When a cobalt crystal is stretched, do its electrons leave the atoms? A count of the electrons that sit in atomic shells seems to say so. Cobalt atoms drawn apart must in the end become free atoms, each holding all its electrons, yet the count of electrons found outside the shells grows as the atoms separate.

Ansatz 0.2.0, scalar-relativistic PBE calculations with PAW and collinear spin for cobalt, space group P6_3/mmc, four atoms per cell. The plane-wave cutoff is 420 eV, the k mesh 24×24×8 and the Gaussian smearing width 0.1 eV. The last column counts the electrons per cell that a Löwdin projection onto the 3s, 3p, 3d and 4s shells leaves out.

```
volume (Å³/atom)     c/a  shortest distance (Å)  electrons outside these shells (e)
           9.624  3.2483                  2.383                               0.850
          10.238  3.2482                  2.433                               0.870
          10.878  3.2482                  2.483                               0.890
          11.544  3.2483                  2.532                               0.900
          12.236  3.2482                  2.582                               0.920
          12.956  3.2482                  2.632                               0.930
```

The volume is given per atom, while the last column counts electrons in a cell of four atoms. The calculation treats 17 electrons per atom explicitly, 68 in the cell. Density-functional theory yields waves that run through the whole crystal, and to speak of atoms one must project these waves onto atomic orbitals. The Löwdin method first makes the overlapping orbitals of neighbouring atoms orthogonal, so that nothing is counted twice, and then asks how much of the occupied waves they can represent. The column is what remains:

electrons outside these shells = 68 − (electrons found in 3s, 3p, 3d and 4s)

The word "outside" therefore refers to a list of orbitals and not to a region of space. In the largest cell the remainder is about 0.23 electrons per atom. It can't be read as a cobalt ion of charge +0.23, because the crystal holds no other element that could take the charge. The count doesn't say where in the crystal these electrons are, only that they have a form that the four shells can't describe.

Two limiting cases show what that form is likely to be. In a free cobalt atom the outer electrons occupy 3d and 4s, so the list is practically complete and the remainder should vanish. In the opposite limit, that of nearly free electrons, a conduction electron is a wave crossing the whole crystal. Seen from one nucleus, such a wave has a part that is equal on all sides, which an s orbital can describe, and a part that changes sign from one side to the other, which needs a p orbital. The tails of s orbitals on neighbouring atoms can imitate this second part only roughly. The list has no 4p shell, so a remainder is to be expected in a metal. This is an argument from the nature of the waves; a projection that includes 4p would test it, and there is none here.

If the remainder were instead a thin electron gas of fixed density filling the gaps between the atoms, it would grow at least as fast as the volume. Starting from the smallest cell, this picture gives for the largest

0.850 × 12.956 / 9.624 = 1.14 electrons

The calculation gives 0.93. The picture overstates the rise almost fourfold, and it would do worse if the atoms kept their size while only the gaps widened. The remainder doesn't behave like a gas of fixed density; one that thins out as the gaps widen is not excluded by this test.

A better starting point is the competition between the shells. The 4s and 4p electrons spread over the whole cell, so squeezing the crystal raises their kinetic energy more than that of the compact 3d electrons. Compression thus drives electrons into 3d, and expansion lets them return. The populations agree with this transfer: from the smallest to the largest cell, 3d loses 0.32 electrons, 4s gains 0.20 and the remainder gains 0.08. The rest appears in the closed inner shells, which is a matter of bookkeeping discussed below. Such a balance closes by definition, so it shows the direction of the transfer without proving its cause.

This suggests a simple model. If the conduction electrons kept a constant mixture of s and p character, the remainder would stay in a fixed ratio to the 4s population. The ratio is taken from the smallest cell, separately for each spin, and the other five cells are then predicted. For the largest cell the model gives 0.90 electrons instead of 0.93, which is a little more than half of the rise. Judged by the total alone, it looks like a fair first approximation.

The two spins show that it isn't. Cobalt is a ferromagnet, with more electrons of one spin, the majority, than of the other. The model predicts that the remainder grows in both spins, because 4s grows in both. In the calculation the majority part falls slightly, from 0.319 to 0.306 electrons, while the minority part climbs from 0.53 to 0.62. The whole net rise belongs to the minority spin, and the moderate error in the total hides errors of opposite sign.

This gives a practical way to recognise the failure of the projection: add up the atomic magnetic moments that follow from the shell populations and compare the sum with the moment of the cell. The electrons that the shells miss are mostly of minority spin, so leaving them out makes the atoms look too magnetic. The sum of the atomic moments exceeds the cell moment by 0.21 μB in the smallest cell and by 0.32 μB in the largest, where this is 4.5 % of the cell moment. An incomplete list of orbitals thus distorts the magnetic picture as well as the charge. Agreement between the two moments would not prove the list complete, however, because equal losses in both spins cancel.

That some of the spin points against the total moment can be seen without the chosen orbitals. The spin density can be integrated over the cell directly, without any projection, and the part that points against the total moment can be collected separately. It grows from 0.26 to 0.40 μB over the same six cells. This does not identify the electrons behind it as 4p electrons, but it confirms that oppositely polarised density exists and becomes stronger on expansion.

A possible explanation of such opposite polarisation is the mixing of s and p states with 3d states. The majority 3d levels lie low and are almost full; by mixing, they push s and p character upward, partly into empty states. The minority 3d levels lie higher and are only partly filled, so the occupied mixtures below them retain more s and p character. Expansion also strengthens the magnetism, which should move the two sets of 3d levels further apart and enhance the contrast. The 4s populations give this last step no support: their surplus of minority electrons is 0.14 per cell at the smallest volume and 0.12 at the largest. If the explanation holds, the growing contrast must lie in the p character, and that is not demonstrated. Besides, volume and magnetic moment change together in every row. Calculations with the moment held fixed would separate them.

There is a second reason for caution, and it lies in the method itself. The 3s and 3p shells are closed and deep in energy, so they should be full in every cell. The projection nevertheless finds them short by 0.08 electrons per cell at the smallest volume and by 0.04 at the largest. The likely reason is that making the orbitals of close neighbours orthogonal mixes the inner shells slightly with the outer ones, and this mixing weakens as the atoms move apart. The border between the shells therefore shifts with the volume.

The remainder itself is not affected by this shift. Making orbitals orthogonal changes how the electrons are divided among the shells, but not which waves all the shells together can represent. The shortfall is therefore a warning about the transfer between shells. It changes by 0.04 electrons, while 4s gains 0.20, but this sets no limit to the error of that gain: the border between 3d and 4s may shift by a different amount, which the closed shells don't reveal. The rise from 0.85 to 0.93 has an uncertainty of another kind. The projection uses orbitals of atomic shape, whereas the electrons in the crystal adapt their shape to the volume. How much of the rise is a real gain in p character, and how much a change in how well the atomic shapes fit, remains open.

The free-atom limit can now be reconciled with the table. Even the largest cell, with neighbours 2.63 Å apart, is a metal whose conduction electrons run through the crystal. It is a stretched solid, held under a strong calculated tension, and not a collection of nearly free atoms. Over this range the populations suggest that expansion returns electrons from 3d to the spread-out states, part of which the list misses. Only when the atoms are so far apart that these states shrink back into atomic 4s orbitals can the remainder disappear. The trend must therefore turn at some larger distance, and the table doesn't reach it.

The same reasoning can be applied to a neighbouring metal. One first asks which shells its conduction electrons need and whether the projection contains them, and then whether a change of volume moves electrons into or out of the shells that are missing. If the metal is magnetic, the two spins must be examined separately. The analysis printed below gives the spin-resolved remainders and both simple pictures for all six cells.

Printed output of the fit:

```
Missed electrons per cell by spin and negative spin density:
     row  majority missed  minority missed  total missed  negative spin density in muB
   9.624           0.3187           0.5315        0.8502                        0.2567
  10.238           0.3165           0.5537        0.8702                        0.2874
  10.878           0.3143           0.5739        0.8882                        0.3198
  11.544           0.3118            0.592        0.9038                        0.3526
  12.236           0.3095           0.6083        0.9178                         0.377
  12.956           0.3064           0.6226         0.929                        0.3992
Two pictures scaled to the smallest cell in electrons per cell:
     row  fixed density in gaps  fixed ratio to 4s  same for majority  same for minority
   9.624                 0.8502             0.8502             0.3187             0.5315
  10.238                 0.9044             0.8612             0.3232             0.5379
  10.878                  0.961             0.8704             0.3267             0.5437
  11.544                   1.02             0.8777             0.3289             0.5488
  12.236                  1.081             0.8866             0.3332             0.5534
  12.956                  1.145             0.8951             0.3377             0.5574
Missed electrons per atom in the smallest cell: 0.2126
Missed electrons per atom in the largest cell: 0.2323
Missed share of all 68 electrons in the largest cell in percent: 1.366
Growth of the volume over the table in percent: 34.62
Growth of the missed electrons over the table in percent: 9.268
Change of missed electrons per cell from smallest to largest cell: 0.0788
Change of the majority part per cell: -0.01228
Change of the minority part per cell: 0.09108
Change of 3d electrons per cell: -0.322
Change of 4s electrons per cell: 0.2022
Shortfall of the closed 3s and 3p shells in the smallest cell in electrons per cell: 0.0794
Shortfall of the closed 3s and 3p shells in the largest cell in electrons per cell: 0.0384
Change of that shortfall as a share of the rise of missed electrons in percent: 52.03
Excess of summed atomic moments over the cell moment in the smallest cell in muB: 0.2127
Excess of summed atomic moments over the cell moment in the largest cell in muB: 0.3161
That excess in percent of the cell moment in the largest cell: 4.465
```
